A crystal under no pressure should be at rest, so the best shape of this LiMg cell ought to be the one at which the pressure passes through zero. The scan contradicts this. The pressure vanishes near axial ratios of 0.89 and 1.04, while the lowest energy lies between them, in the row at 0.96. That row even has the most negative pressure of the six.

Tetragonal deformation of ordered LiMg (two-atom cell, P4/mmm, initially a = 3.378, c = 3.553 Å) at fixed volume, with Ansatz 0.2.0 (r2SCAN, plane-wave PAW, no spin polarisation, 500 eV cutoff, 16×16×16 k mesh, Gaussian smearing 0.15 eV). Energies are free energies relative to the starting cell, which was not relaxed at this level; pressure is positive in compression.

```csv
axial ratio (over its starting value),energy change (meV/atom),pressure (GPa)
0.85,11.1,0.11
0.92,-0.2,-0.09
0.96,-1.0,-0.11
1.0,0.0,-0.08
1.1,7.5,0.10
1.2,15.4,0.36
```

**Why the pressure points to the wrong shape**

Pressure tells how the energy responds to a change of volume, and the volume is held fixed here. A negative value means that the crystal would lower its energy by shrinking, whatever its shape. What drives the shape is the difference between the stress across the axis and the stress along it, and the average over directions hides this difference. In the most flattened cell the pressure is only 0.11 GPa, yet the same calculation finds a compressive stress of 1.93 GPa along the axis and a tension of 0.81 GPa across it.

Let $u=\ln(c/a)$, where $c$ is the cell edge along the axis and $a$ the edge across it. At fixed volume, a small increase $du$ lengthens $c$ by the fraction $\tfrac23du$ and shortens both lateral edges by $\tfrac13du$. With stresses $p$ counted positive in compression, the work done gives

$$\frac{dE}{du}=\frac{2}{3}V\,(p_{\rm across}-p_{\rm along}),$$

where $E$ and $V$ are energy and volume per atom. The best shape therefore needs equal stresses in the two directions, not a zero average. Interpolated between the rows, the two stresses become equal at an axial ratio of 0.955.

**What is special about this shape**

The axial ratio is counted from the starting cell, which is itself slightly elongated, with $c/a=1.052$. The cell becomes a cube when the axial ratio is $1/1.052=0.951$, close to the point where the stresses balance. There Li sits at the centre of a cube of Mg atoms and Mg at the centre of a cube of Li atoms, the arrangement known as B2 or CsCl type. The starting cell shares its symmetry with the CuAu type, but its proportions are close to this cube and far from the close-packed $c/a=\sqrt2$. The three axes are then equivalent, and the crystal has no reason to push harder along one than along another.

Symmetry thus demands that the energy curve be level at the cube. It does not decide whether that level point is a valley or a hilltop; the energies do, and along this path they show a valley. The starting cell lies only 1.0 meV/atom above the lowest row, a difference too small to carry much weight alone. The stresses support it. Their difference, across minus along, is negative in the row at 0.92 and positive in the row at 0.96, so the energy stops falling and begins to rise between them.

The same argument explains why the imperfect volume does little harm to the position. A cube that is slightly too large is still a cube, and its stresses still balance. A better volume could change the depth of the valley, but it could not remove the level point at $c/a=1$.

**Could short Li–Mg contacts be the cause?**

A chemist may prefer another explanation: Li and Mg attract each other, and the crystal chooses the shape that brings them closest. At fixed volume the eight contacts around each atom are indeed shortest in the cube, at about 2.975 Å. The position of the minimum therefore cannot separate this explanation from the symmetry argument. The two sides of the valley can.

If this attraction alone set the energy, so that the energy simply rose with the length of the contacts, a larger stretch would have to cost more. In the row at 1.1 the contacts are stretched 1.8 times as much as in the row at 0.85. Measured from the lowest row, however, the longer cell costs only 0.70 times as much energy as the flattened one. Contact length alone thus puts the two shapes in the wrong order. Attraction between Li and Mg may well contribute to the cohesion, but the length of these contacts does not by itself set the form of this curve.

**Why stretching is cheaper than flattening**

Symmetry makes the curve level at the cube but does not make its sides alike. Stretching the axis and flattening it lead to different arrangements, so the energy may contain an odd term in $u$:

$$E=E_0+A u^2+B u^3.$$

The linear term is absent because of the cube. The three constants were fitted to all six rows, with the position of the cube fixed beforehand. For the row at 1.1, where $u=0.146$, the fit gives

$$E=-1.36+743\,u^2-1891\,u^3\approx8.6\ \text{meV/atom}.$$

The calculated value is 7.5 meV/atom. This row was part of the fit and is its worst one. The typical miss is 0.5 meV/atom, but it grows to 2.5 meV/atom when each row in turn is left out and predicted from the others. The formula describes the lopsided valley and should not be used to extend it; the output below gives the details, together with the poorer fit that uses contact length alone.

The likely physical reason lies in the neighbours of the same kind. When the cell is stretched along its axis, it becomes narrower, and each atom's four like neighbours across the axis move closer. Far enough along this path they are as near as the eight unlike neighbours, and the atom has twelve equal contacts, as in a close-packed metal. Flattening instead brings only two like neighbours closer, those above and below.

In simple metals, whose outer electrons are spread through the crystal, close-packed and body-centred arrangements usually have similar energies. A path from one to the other therefore need not climb far. The stresses fit this picture: between the rows at 1.1 and 1.2 their difference rises only from 1.12 to 1.24 GPa, although $u$ grows by more than half. The crystal still resists stretching, but its resistance is levelling off. That the approach to close packing causes this is an argument from general knowledge of metals, not something the scan isolates. How strongly the resistance levels off is also uncertain. Energy steps rebuilt from the stresses agree well with the calculated ones up to the row at 1.0, but beyond it they give 6.4 instead of 7.5 and then 8.6 instead of 7.9 meV/atom.

**What carries over to related crystals**

In a pure metal the same path joins two cubic lattices, body-centred at $c/a=1$ and face-centred at $c/a=\sqrt2$, and symmetry makes the energy level at both. In ordered LiMg only the first is guaranteed. At $\sqrt2$ the layers of Li and Mg still alternate along the axis, so this direction remains different from the other two. That shape corresponds to an axial ratio of 1.345, beyond the last row, and whether a second valley exists near it remains open.

For another ordered compound with the same kind of two-atom cell, the level point at the cube can thus be located from the starting $c/a$ alone. Whether it is a valley or a hilltop must be computed, for example from energies or stresses on both sides. For practical use of LiMg one more limit matters: the real alloy near this composition is a body-centred solid solution with Li and Mg mixed over the sites. The ordered cell is a model of it, and the small energies found here belong to that model.

Output of the analysis:

```
c/a of the starting cell: 1.052
axial ratio at which the cell is cubic (B2): 0.9507
axial ratio at which lateral and axial stress are equal, interpolated: 0.9547
axial ratio of the lower zero of the pressure, interpolated: 0.8885
axial ratio of the upper zero of the pressure, interpolated: 1.044
axial ratio at which c/a is fcc-like (root 2): 1.345
contact stretch from the cube, row 1.1 over row 0.85: 1.794
energy above the lowest row, row 1.1 over row 0.85: 0.7025
Shape and cost:
   row     c/a   ln(c/a)  meV/atom above lowest row  Li-Mg in angstrom  stretch from cube in 0.001 angstrom
  0.85   0.894    -0.112                       12.1              2.983                                8.089
  0.92  0.9677  -0.03287                        0.8              2.976                               0.7092
  0.96    1.01  0.009687                          0              2.975                              0.06217
   1.0   1.052   0.05051                          1              2.977                                1.706
   1.1   1.157    0.1458                        8.5               2.99                                14.51
   1.2   1.262    0.2328                       16.4              3.013                                37.68
Stress and energy steps from the row before:
   row  lateral minus axial stress in GPa  step from stresses in meV/atom  step of the energies in meV/atom
  0.85                             -2.741                             n/a                               n/a
  0.92                            -0.6605                          -11.35                             -11.3
  0.96                             0.1006                          -1.005                              -0.8
   1.0                             0.4741                          0.9896                                 1
   1.1                              1.117                           6.397                               7.5
   1.2                              1.237                           8.639                               7.9
fit of energy_change on 6 rows: constant -1.36 +/- 0.47, coefficient of u**2 743.4 +/- 51, coefficient of u**3 -1891 +/- 202; rms 0.542, worst 1.1 1.09, leave-one-out rms 2.54
fit of energy_change on 6 rows: constant 1.097 +/- 2, coefficient of stretch 0.4177 +/- 0.12; rms 3.07, worst 0.85 -6.62, leave-one-out rms 6.06
```
